## Why the magnetic energy well of zincblende WTe ends so abruptly

Why does a metal that gains energy by becoming magnetic stop at one particular moment? In a calculation the moment of the cell can be held at chosen values, and the energy then shows how far the moment grows and how firmly it is stopped. For WTe in the zincblende structure the gain builds up over a wide range of moments, then turns into a steep cost within a few tenths of a Bohr magneton.

Zincblende WTe (F-43m, 2 atoms per cell, a = 6.124 Å) at fixed geometry and held collinear cell moment, computed with Ansatz 0.2.0 using scalar-relativistic plane-wave PAW, PBE, a 420 eV cutoff, a 12×12×12 k mesh and 0.1 eV Gaussian smearing. Energies are extrapolated to zero smearing and counted from the lowest row; pressure is positive in compression.

```tsv
held cell moment (μB)	energy above lowest (meV/atom)	pressure (GPa)	largest site moment (μB)
0	55.5	-1.15	0.00
0.25	52.7	-1.11	0.18
0.5	44.4	-0.98	0.37
0.75	31.4	-0.77	0.54
1	15.7	-0.51	0.71
1.25	2.5	-0.20	0.86
1.5	0.0	0.19	1.01
1.75	21.1	0.75	1.16
2	50.5	1.48	1.32
```

The non-magnetic state is the highest point of this curve, 55.5 meV/atom above the lowest row. The minimum lies between rows, near 1.4 μB, whether it is found from a parabola through the rows at 1.25, 1.5 and 1.75 μB or from the slopes on the low side alone. Pressure and the largest site moment, which sits on tungsten, rise smoothly through this region and give no sign of a jump to another electronic state. That is weak evidence, since the site moment largely follows the imposed one, the runs warn of a loose convergence threshold for the stress and of missing starting moments, and no search for lower self-consistent states was made.

### A double well that fits too easily

The usual first description is a Landau expansion. Near zero moment the energy can depend only on even powers of the moment $M$, because reversing all spins changes nothing. A negative $M^2$ term then makes the non-magnetic state unstable, and a positive $M^4$ term stops the growth. Fitted to all nine rows, this form puts the minimum at 1.43 μB with a depth of 54 meV/atom, which looks like success.

The success doesn't survive a change of range. Fitted only to the rows up to 1 μB, where an expansion about zero ought to work best, the same form puts the minimum at 1.86 μB. At 2 μB it then lies 73 meV/atom too low. Read through this form, the low-moment rows give no warning of the wall that follows.

The curvature of the energy shows what is missing. It measures how strongly the cell resists a further change of moment, and in the fitted double well it must keep growing with $M$. The computed curvature, taken from neighbouring rows, instead peaks at 755 meV/μB² per cell around 1.5 μB and drops to 266 around 1.75 μB. Higher powers of $M$ could follow such a peak, but they would not explain it.

### A wall without a gap

A sharp rise in energy suggests a half-metal, in which one spin channel has a gap at the Fermi level. That channel then holds a whole number of electrons per cell. Since the total is also a whole number, the moment must be an integer, and the energy curve has a kink there. The minimum near 1.4 μB doesn't fit this picture, and at 1 μB the energy is still falling. A half-metallic state at 2 μB or above remains untested, but it would not explain this well.

A channel need not be empty of states to resist, however. It is enough that it has few.

### What it costs to move electrons

To create a moment $M$, $M/2$ electrons are moved from one spin channel to the other. Let $n_1$ and $n_2$ be the densities of states of the two channels, each at its own Fermi level. With constant densities, the move costs a band energy $M^2(1/n_1+1/n_2)/8$. Exchange repays $IM^2/4$, where $I$ is an effective exchange constant. The curvature of the cell energy is therefore

$$C=\frac{1}{4}\left(\frac{1}{n_1}+\frac{1}{n_2}\right)-\frac{I}{2}.$$

This is Stoner's picture, applied locally at each moment. If both channels have many states, the cost is small and exchange wins. If either has few, its Fermi level must travel far to take up or release the next electrons, and the cost wins. One sparse channel is enough to turn the curvature positive. The moment doesn't stop at once, because the downhill slope built up earlier must first be used up: at 1 μB the curvature is already positive, yet the energy falls until about 1.4 μB.

The smearing of the occupations reveals the total $N=n_1+n_2$, because for Gaussian smearing the entropy term of the energy is proportional to it, as long as the density of states varies little over the smearing width. At zero moment the same runs give $N=4.54$ states/eV per cell, shared equally, so the band term is $1/N=0.220$ eV. The first two rows give a curvature of −0.179 eV, in units where $M$ is a pure number. Hence $I/2=0.220+0.179=0.399$ eV. This step uses the instability to set $I$ and so cannot test it.

The test comes at 1.25 μB, a point not used to set $I$. There $N$ has fallen to 2.79, and two equal channels would give

$$C=\frac{1}{2.79}-0.399=-0.041\ \text{eV}.$$

The computed value is +0.342 eV. To reconcile equal channels with it, $I/2$ would have to shrink to $0.358-0.342=0.016$ eV, a near-total loss of exchange. A general thinning of states, the same in both channels, is therefore a poor explanation.

Unequal channels resolve the conflict. With $I$ kept constant, the band term must be $0.342+0.399=0.74$ eV, which requires $n_1n_2=2.79/(4\times0.74)=0.94$. Together with the sum of 2.79, this gives about 2.4 states/eV in one channel and 0.4 in the other. These are inferred densities, not a prediction checked against separate ones.

The same reasoning at smaller moments gives a simple pattern. One channel stays near its starting density, while the other thins out steadily from 0.5 to 1.25 μB. The most plausible reading is that the Fermi level of one channel slides into a valley of its density of states. The drop in curvature beyond 1.5 μB would then mark the way out of the valley.

The entropy terms at these larger moments fit that reading. They give a total of 2.71 states/eV at 1.5 μB and 3.26 at 1.75 μB. Split in the same way, the thinner channel falls to about 0.24 states/eV at 1.5 μB and recovers to 0.43 at 1.75 μB. The support is limited, because the split uses the very curvature it is meant to explain, and the denser channel takes the larger part of the rise in the total, going from about 2.5 to 2.8.

### How far the explanation reaches

The valley is inferred, since no density of states resolved by spin is at hand, and it remains open which channel contains it. The inferred densities are rough, and they assume that the exchange constant stays the same as the moment grows. The energies are extrapolated to zero smearing, whereas the formula strictly applies to the free energy; at 1 μB this would lower the curvature by 26 meV/μB², about a third of its value. The spacing of the rows also blurs any feature narrower than about 0.25 μB.

The position of the well belongs to this collinear calculation in a fixed cubic cell. Spin–orbit coupling, which is strong in tungsten, could shift it, and antiferromagnetic order or a distorted lattice could lie lower in energy. The curve is thus no forecast of the moment of a real sample.

The mechanism does give a way to read other curves of this kind. The density of states at zero moment, together with the exchange constant, tells whether the non-magnetic state is unstable towards ferromagnetism; the states that each channel meets as its Fermi level moves help to decide where the moment stops growing. A valley can stop the moment at any value, while a full gap pins it to an integer. The analysis printed below gives the two Landau fits and the inferred channel densities from 0.5 to 1.25 μB; those at 1.5 and 1.75 μB follow from the same formulas.

Numerical output:

```
fit of energy_above_lowest on 9 rows: constant 56.03 +/- 1.6, coefficient of M**2 -53.31 +/- 2.4, coefficient of M**4 13.11 +/- 0.63; rms 2.28, worst 1.75 -5.37, leave-one-out rms 5.48
fit of energy_above_lowest on 5 rows (M <= 1): constant 55.56 +/- 0.066, coefficient of M**2 -46.63 +/- 0.39, coefficient of M**4 6.755 +/- 0.38; rms 0.0545, worst 0.5 -0.0775, leave-one-out rms 0.416
  rows outside the fit (model, value, miss): 1.25 -0.8076, 2.5, -3.31; 1.5 -15.16, 0, -15.2; 1.75 -23.89, 21.1, -45; 2.0 -22.87, 50.5, -73.4
Curvature from three neighbouring points (meV per muB^2 and cell):
   row  centre moment  computed  whole-range quartic
   0.0          -0.25       n/a                  n/a
  0.25              0       n/a                  n/a
   0.5           0.25      -176               -190.3
  0.75            0.5    -150.4               -131.3
   1.0           0.75     -86.4               -32.98
  1.25              1        80                104.7
   1.5           1.25     342.4                281.7
  1.75            1.5     755.2                  498
   2.0           1.75     265.6                753.7
Free moment from parabola through 1.25 1.5 1.75 (muB): 1.401
Free moment from slopes on the low side only (muB): 1.433
Minimum of whole-range quartic (muB): 1.426
Depth of whole-range quartic (meV/atom): 54.2
Minimum of quartic fitted up to 1 muB (muB): 1.858
Fourth-order coefficient whole range over low range: 1.941
Largest elastic energy from the frozen volume (meV/atom): 1.962
Density of states at zero moment both spins (1/eV and cell): 4.544
Density of states at 0.5 0.75 1 1.25 muB both spins (1/eV and cell): 4.258, 3.726, 2.934, 2.79
Effective exchange constant I set at zero moment (eV): 0.7985
Curvature at 0.5 0.75 1 1.25 muB if both channels are equal (meV/muB^2): -164.4, -130.9, -58.48, -40.79
Thinner channel at 0.5 0.75 1 1.25 muB (1/eV and cell): 1.624, 1.161, 0.6785, 0.3922
Denser channel at 0.5 0.75 1 1.25 muB (1/eV and cell): 2.634, 2.566, 2.256, 2.397
Most the thinner channel can have at 1.5 muB (1/eV and cell): 0.4331
Shift of curvature at 1 muB if free energy is used (meV/muB^2): -25.88
```
